# Monovacancy-divacancy model of Arrhenius curvature

In a pure metal the plot of $\ln c$ (vacant-site fraction) against $1/T$ need not be straight. One classical explanation is that bound vacancy pairs, with a larger formation enthalpy than single vacancies, gain weight as the temperature rises. This page derives the pair concentration, the local slope and the curvature, then estimates the terms that the model drops.

## 1. Conventions and premises

- $\beta = 1/k_BT$. Energies are in eV, entropies and heat capacities in units of $k_B$. All temperature derivatives are at fixed pressure.
- The crystal has $N$ atoms of one element on a Bravais lattice with coordination number $z$ ($z=12$ for fcc). It holds $n_1$ monovacancies and $n_2$ divacancies (two vacant nearest-neighbour sites), so it has $N_s = N+n_1+2n_2$ sites.
- Concentrations are per lattice site, $c_i = n_i/N_s$. The vacant-site fraction is $c = c_1+2c_2$.
- $g_i = h_i - Ts_i$ is the Gibbs energy of formation of defect $i$ **at one fixed position and orientation**, the removed atoms being put back at the Gibbs energy per atom $g_0$ of the perfect crystal. It contains vibrational and electronic entropy and no configurational entropy.
- Binding quantities are positive for attraction: $g_b = 2g_1-g_2 = h_b - Ts_b$, with $h_b = 2h_1-h_2$ and $s_b = 2s_1-s_2$.

Premises:

- **P1 Equilibrium.** Surfaces, grain boundaries and dislocations create and absorb sites freely, so $n_1$ and $n_2$ minimise $G$ at fixed $N,T,p$.
- **P2 Two species.** There are no larger clusters, interstitials or impurities, and the defects are neutral.
- **P3 Ideal dilution.** $c\ll1$; defects are placed independently and do not interact beyond the nearest-neighbour binding.
- **P4 Constant enthalpies.** $h_1$ and $h_b$ do not depend on $T$. This premise is used only in the last step of Section 5.

The quantity $c$, and not $c_1+c_2$, is the natural observable because differential dilatometry (Simmons and Balluffi, 1960) counts sites. With sample length $L$ and lattice parameter $a$ of a cubic crystal, $N_s\propto (L/a)^3$. At fixed $N$, relative to a cold state without vacancies, $3\ln(L/L_0)-3\ln(a/a_0)=\ln(N_s/N) = -\ln(1-c)\approx c$.

## 2. Gibbs energy and configurational entropy

By the definition of $g_i$,

$$G = Ng_0 + n_1g_1+n_2g_2 - k_BT\ln W. \tag{1}$$

A monovacancy can sit on any of $N_s$ sites. A divacancy occupies a nearest-neighbour bond. Each site has $z$ bonds and each bond is shared by two sites, so there are $zN_s/2$ placements, six per site in fcc. With independent placement (P3) of indistinguishable defects,

$$W = \frac{N_s^{\,n_1}}{n_1!}\,\frac{(zN_s/2)^{n_2}}{n_2!}.$$

Stirling's formula $\ln n!\approx n\ln n-n$ gives

$$\ln W = n_1\Big[\ln\frac{N_s}{n_1}+1\Big]+n_2\Big[\ln\frac{zN_s}{2n_2}+1\Big]. \tag{2}$$

## 3. Equilibrium and mass action

Differentiate (2) at fixed $N$, with $\partial N_s/\partial n_1=1$ and $\partial N_s/\partial n_2=2$:

$$\frac{\partial \ln W}{\partial n_1} = -\ln c_1 + (c_1+c_2),\qquad \frac{\partial \ln W}{\partial n_2} = \ln\frac{z}{2c_2}+2(c_1+c_2).$$

Setting $\partial G/\partial n_i=0$ (P1),

$$\beta g_1 = -\ln c_1+(c_1+c_2),\qquad \beta g_2 = \ln\frac{z}{2c_2}+2(c_1+c_2). \tag{3}$$

The point is a minimum, since to leading order in $c$ the Hessian of $G$ is diagonal with entries $k_BT/n_i>0$. Twice the first condition minus the second removes the terms $c_1+c_2$ identically: $\beta g_b = \ln[2c_2/(zc_1^2)]$, or

$$c_2 = \frac z2\,c_1^2\,e^{\beta g_b}. \tag{4}$$

This is the mass-action law for $2V\rightleftharpoons V_2$. It does not need the sinks of P1, because pairing conserves vacant sites, and it therefore also holds in a quenched sample once pairing has equilibrated.

The terms $c_1+c_2$ in (3) change the concentrations by a relative amount of order $c$, no larger than the overlaps that P3 ignores, so they are dropped here and recovered in Section 6. With the abbreviations $x=e^{-\beta g_1}$ and $y=e^{\beta g_b}$,

$$c_1 = x,\qquad c_2=\frac z2e^{-\beta g_2}=\frac z2x^2y,\qquad c = x+zx^2y = x(1+r). \tag{5}$$

The ratio of vacant sites in pairs to vacant sites alone is

$$r=\frac{2c_2}{c_1} = zxy = z\,e^{(s_1-s_b)/k_B}\,e^{-\beta\Delta h},\qquad \Delta h = h_2-h_1 = h_1-h_b. \tag{6}$$

For $h_b<h_1$, the usual case, $r$ grows with temperature even though the binding factor $e^{\beta h_b}$ falls: the supply of partners, $x$, grows faster.

## 4. Effective formation enthalpy

Define the local Arrhenius slope $h_\text{eff} = -\,d\ln c/d\beta$. For each species, $s_i=-dg_i/dT$ and $dT/d\beta=-k_BT^2=-T/\beta$ give the Gibbs-Helmholtz relation

$$\frac{d(\beta g_i)}{d\beta} = g_i+\beta\frac{dg_i}{dT}\frac{dT}{d\beta} = g_i+Ts_i=h_i,$$

which holds whether or not $h_i$ depends on $T$. Since the factor $z/2$ is constant, $dc_i/d\beta=-h_ic_i$, and

$$h_\text{eff} = \frac{c_1h_1+2c_2(2h_1-h_b)}{c} = w_1h_1+w_2h_2 = h_1+w_2\Delta h, \tag{7}$$

with the weights

$$w_1=\frac{c_1}{c}=\frac1{1+r},\qquad w_2=\frac{2c_2}{c}=\frac r{1+r},\qquad w_1+w_2=1.$$

Two points are easy to get wrong. The weights count **vacant sites**: $w_2$ is the probability that a vacant site picked at random belongs to a pair. The enthalpy attached to $w_2$ is nevertheless the **whole** divacancy enthalpy $h_2$, not $h_2/2$, because $h_2$ is what sets the temperature dependence of $c_2$. Hence $h_\text{eff}$ is not the stored enthalpy per vacant site, which is $(c_1h_1+c_2h_2)/c$ and lies below $h_1$ for $h_b>0$.

The tangent to the Arrhenius plot, $\ln c = s_\text{eff}/k_B-\beta h_\text{eff}$, defines an apparent entropy. Write $\ln c+\beta h_\text{eff} = \sum_iw_i(\ln c+\beta h_i)$ and use $c=c_1/w_1$ in the first term and $c=2c_2/w_2$ in the second:

$$s_\text{eff} = w_1s_1+w_2(s_2+k_B\ln z)-k_B\sum_iw_i\ln w_i. \tag{8}$$

A straight-line fit at high temperature thus returns $h_\text{eff}$ and $s_\text{eff}$, not $h_1$ and $s_1$.

## 5. Curvature

From $w_1=c_1/c$, $w_2=2c_2/c$, $d\ln c_i/d\beta=-h_i$ and $d\ln c/d\beta=-h_\text{eff}$,

$$\frac{dw_i}{d\beta} = -w_i\,(h_i-h_\text{eff}).$$

Differentiate (7):

$$\frac{dh_\text{eff}}{d\beta} = -\sum_iw_ih_i(h_i-h_\text{eff})+\sum_iw_i\frac{dh_i}{d\beta}.$$

The first sum is $\langle h^2\rangle_w-\langle h\rangle_w^2\equiv\sigma^2$, the variance of the formation enthalpy under the weights $w_i$. For two values, $h_1-h_\text{eff}=-w_2\Delta h$ and $h_2-h_\text{eff}=w_1\Delta h$, so

$$\sigma^2 = w_1w_2^2\Delta h^2+w_2w_1^2\Delta h^2 = w_1w_2\,(h_1-h_b)^2 .$$

In the second sum, $dh_i/d\beta=-k_BT^2\Delta c_{p,i}$, where $\Delta c_{p,i}=dh_i/dT=T\,ds_i/dT$ is the heat capacity of formation. Therefore

$$\frac{dh_\text{eff}}{d\beta} = -\sigma^2-k_BT^2\langle\Delta c_p\rangle_w,\qquad \frac{1}{k_B}\frac{dh_\text{eff}}{dT} = \frac{\sigma^2}{(k_BT)^2}+\frac{\langle\Delta c_p\rangle_w}{k_B}. \tag{9}$$

Under P4 the last term vanishes and the result of the model follows:

$$\boxed{\;\frac{d^2\ln c}{d\beta^2} = -\frac{dh_\text{eff}}{d\beta} = \sigma^2 = \frac{r}{(1+r)^2}\,(h_1-h_b)^2\;\ge0\;} \tag{10}$$

Consequences:

- $\ln c$ is convex in $\beta$. The curve lies above its tangents and below its chords, and $h_\text{eff}$ does not decrease on heating.
- $h_\text{eff}$ lies between $h_1$ and $h_2$, and for $\Delta h>0$ it tends to $h_1$ on cooling.
- The curvature cannot exceed $\Delta h^2/4$, reached at $r=1$, which by (6) is at $k_BT^*=\Delta h/[\ln z+(s_1-s_b)/k_B]$.
- For $r\ll1$, $\sigma^2\approx r\Delta h^2$ is itself activated with enthalpy $\Delta h$.
- Nothing in the steps before the two-value formula used the number of species. With clusters of $n$ vacancies, (9) holds with $w_n=nc_n/c$.

## 6. What ideal placement misses at second order

Equation (5) cannot be exact at order $x^2$. For $g_b=0$ the vacancies are random, $W=N_s!/(N!\,n!)$ with $N_s=N+n$, and minimisation gives $c=x$ exactly, whereas (5) gives $x+zx^2$. A lattice-gas expansion repairs this. Take $M$ sites, weight $\lambda=xe^{\beta\mu}$ per vacant site, where $\mu$ is conjugate to the vacancy number at fixed $M$, and weight $y$ per vacant bond. Of the $M(M-1)/2$ site pairs, $Mz/2$ are bonds, so

$$\Xi = 1+M\lambda+\lambda^2\Big[\frac{M(M-1)}2+\frac{Mz}2(y-1)\Big]+\dots$$

Taking the logarithm subtracts $M^2\lambda^2/2$:

$$\psi(\lambda)=\frac{\ln\Xi}M=\lambda+b_2\lambda^2+\dots,\qquad b_2=-\frac12+\frac z2(y-1),\qquad c=\lambda\frac{d\psi}{d\lambda}.$$

The defect Gibbs energy per site is the Legendre transform $\varphi(c)=\mu c-k_BT\psi$, with $d\varphi/dc=\mu$. At fixed $N$ the number of sites is $M=N/(1-c)$, so $G=Ng_0+N\varphi/(1-c)$. Stationarity gives $\mu(1-c)+\varphi=0$, that is $\beta\mu=\psi$. Then $\lambda=xe^{\psi}=x+x^2+\dots$ and $c=\lambda+2b_2\lambda^2+\dots$ give

$$c=x+zx^2(y-1)+O(x^3). \tag{11}$$

The number of vacant bonds per site is $y\,\partial \psi/\partial y=(z/2)x^2y$, which confirms $c_2$ in (5). What changes is $c_1=c-2c_2=x(1-zx)$: an isolated vacancy needs $z$ occupied neighbours. The missing term $-zx^2$ is a fraction $1/y$ of the divacancy term and varies with enthalpy $2h_1$. To first order in $r$ and $zx$ the curvature becomes $r\Delta h^2-zx\,h_1^2$, which vanishes for $h_b=s_b=0$, as it must. The variance reading of (10) therefore needs $y\gg1$.

## 7. Range of validity

1. **Strong binding, $e^{\beta g_b}\gg1$.** Otherwise use (11).
2. **Few pairs, $r\ll1$.** The parameter of the cluster series is $r$, not $c$. In fcc a site has $\binom{12}{2}=66$ pairs of neighbours, of which 24 are themselves neighbours. This gives 42 open trimers and $24/3=8$ triangles, 50 connected trimers per site. If each has binding $2g_b$ (the third vacancy is bound as strongly as the second), then $3c_3=150x^3y^2=\tfrac{25}{24}r^2x$ and $h_3-h_1=2\Delta h$. Expanding the three-species variance gives $\sigma^2/\Delta h^2=r-2r^2+\tfrac{25}6r^2+\dots$, where the last term comes from the trimers. The $r^2$ term of (10) is thus smaller than one that P2 drops, and (10) is controlled only at first order in $r$ unless trimers are known to be weakly bound.
3. **Small heat capacity of formation,** $|\langle\Delta c_p\rangle_w|/k_B\ll\sigma^2/(k_BT)^2$. Classical harmonic vibrations with fixed frequencies give $\Delta c_p=0$, because each mode carries $k_B$ and the number of modes is fixed by $N$. The quantum correction follows from the mode heat capacity $k_B(1-u^2/12+\dots)$, $u=\beta\hbar\omega$, and $s_1=-k_B\sum\delta\ln\omega$: if the shifts are spread evenly over the spectrum, $\Delta c_p\approx\langle u^2\rangle s_1/6$, and a Debye spectrum has $\langle u^2\rangle=\tfrac35(\Theta_D/T)^2$, so $\Delta c_p\approx\tfrac1{10}(\Theta_D/T)^2s_1$. Thermal expansion and explicit anharmonicity are not small in this way. At a single temperature (9) cannot tell them from divacancies.
4. **Equilibrium with sinks.** After a quench (4) may hold while (5) to (10) do not.
5. **Pure, neutral system, site-counting probe.** Solute-vacancy pairs add species. Charged vacancies in semiconductors bring in the temperature dependence of the Fermi level. A probe that weights a pair by a factor other than 2 (resistivity, positron trapping) obeys (7) and (10) with that factor, if constant, in the weights.

## 8. Illustration: Al near melting

Inputs, all approximate: $T_m=933$ K, $z=12$, $h_1=0.66$ eV, $s_1=1.0\,k_B$, $h_b=0.25$ eV, $s_b=0$. The enthalpies are typical of traditional two-species fits for Al, and $s_1$ was chosen so that $c(T_m)$ comes out near the typical $9\times10^{-4}$; the value of $c$ below is therefore no test of the model. Then $h_2=1.07$ eV and $\Delta h=0.41$ eV.

At $T_m$, carrying a guard digit: $k_BT=0.0804$ eV, $\beta=12.44$ eV$^{-1}$, $x=7.40\times10^{-4}$, $y=22.4$, $r=0.199$, $2c_2=1.47\times10^{-4}$, $c=8.87\times10^{-4}$, $w_2=0.166$, $w_1=0.834$, $h_\text{eff}=0.728$ eV, $\sigma^2=0.0233$ eV$^2$. Rounded to two figures, the two-species model gives:

| $T$ (K) | $c_1$ | $c$ | $w_2$ | $h_\text{eff}$ (eV) | $\sigma^2$ (eV$^2$) | $\sigma^2/(k_BT)^2$ |
|---|---|---|---|---|---|---|
| 600 | $7.8\times10^{-6}$ | $7.9\times10^{-6}$ | 0.012 | 0.66 | 0.0019 | 0.72 |
| 700 | $4.8\times10^{-5}$ | $5.0\times10^{-5}$ | 0.035 | 0.67 | 0.0057 | 1.6 |
| 800 | $1.9\times10^{-4}$ | $2.1\times10^{-4}$ | 0.079 | 0.69 | 0.012 | 2.6 |
| 933 | $7.4\times10^{-4}$ | $8.9\times10^{-4}$ | 0.17 | 0.73 | 0.023 | 3.6 |

The tangent at $T_m$ has $s_\text{eff}=2.0\,k_B$ by (8), twice the input $s_1$. The largest possible curvature, $\Delta h^2/4=0.042$ eV$^2$, would be reached at $T^*\approx1.4\times10^3$ K, above melting, so the model's curvature is still rising at $T_m$. The chord from 600 K to 933 K has slope 0.68 eV, and at 800 K $\ln c$ lies only 0.05 below it.

**Scale for dilatometry.** At $T_m$ the vacancies contribute a strain difference $c/3=3.0\times10^{-4}$, of which pairs give $4.9\times10^{-5}$. The measured linear expansion coefficient at 293 K, $23.1\times10^{-6}$ K$^{-1}$ (compiled value, Kaye and Laby Online), held constant up to $T_m$ for scale only, gives a thermal strain of $1.5\times10^{-2}$ that has to cancel between $L$ and $a$.

**Size of the neglected terms at $T_m$.**

- *Exclusion shell.* $zx=0.0089$ and $1/y=0.045$. Differentiating (11) twice gives a curvature of 0.021 eV$^2$ in place of 0.023 eV$^2$.
- *Trivacancies* with binding $2g_b$: $3c_3/2c_2=\tfrac{25}{24}r=0.21$, $h_\text{eff}=0.75$ eV, and the curvature rises to 0.041 eV$^2$, an increase of 75 % (15 % at 700 K). The series does not stop there: the 475 connected tetramers per fcc site (a count taken from lattice enumerations), each with binding $3g_b$ by the same rule, have $4c_4=1900x^4y^3\approx1.1\,r^3x$ and $h_4-h_1=3\Delta h$, and raise the curvature to 0.049 eV$^2$. If instead the 8 triangles had binding $3g_b$, the ratio $3c_3/2c_2=x(21y/2+2y^2)$ would be 0.92, and trimers alone would give $h_\text{eff}=0.80$ eV and a curvature of 0.056 eV$^2$. Bond-additive binding cannot be carried on to large clusters with these inputs, since the enthalpy per vacancy of a large void, $h_1-zh_b/2=-0.84$ eV, would be negative. Cluster binding has to be computed, not inferred from $h_b$.
- *Quantum vibrations.* With the Debye temperature 428 K (compiled value, Wikipedia), $\Delta c_p\approx0.02\,k_B$, negligible against 3.6.
- *Anharmonicity.* First-principles work on Al and Cu (Glensk, Grabowski, Hickel and Neugebauer, 2014) describes the monovacancy with a formation entropy roughly linear in $T$. For $s_1=s'T$ one has $g_1=h_1(0)-s'T^2/2$, $h_1=h_1(0)+s'T^2/2$ and $\Delta c_p=s'T=s_1$. Taking $s_1(T_m)\approx2\,k_B$ as an approximate input for a size estimate, separate from the table, $\Delta c_p/k_B$ is 2 at $T_m$ and 1.3 at 600 K, against 3.6 and 0.72 in the last column, and $h_1$ rises by 0.08 eV between 0 K and $T_m$. This term rivals the variance near melting and exceeds it at 600 K. The two differ in temperature dependence: between 933 K and 600 K the variance term drops by a factor 5.0, the linear one by 1.6.

The two-species model's result for these inputs is a slope rising from 0.66 eV at 600 K to 0.73 eV at 933 K, with a curvature of 0.02 eV$^2$ at melting and 17 % of vacant sites in pairs. The cluster estimates above raise that curvature to between 0.04 and 0.06 eV$^2$, and no upper limit can be fixed while the cluster binding is unknown. The pair share belongs to the model and not to aluminium. Density-functional calculations (Carling and co-workers, 2000, and later work) typically place the nearest-neighbour binding in Al near zero or slightly repulsive. With $g_b=0$ and the same $x$, the share $zx/(1+zx)$ is 0.9 %, lower by a factor of about 19, and (11) gives no pair curvature at all. On that picture the inputs above overstate the pair population by more than an order of magnitude, and the curvature of the Al Arrhenius plot comes from the $\Delta c_p$ term of (9).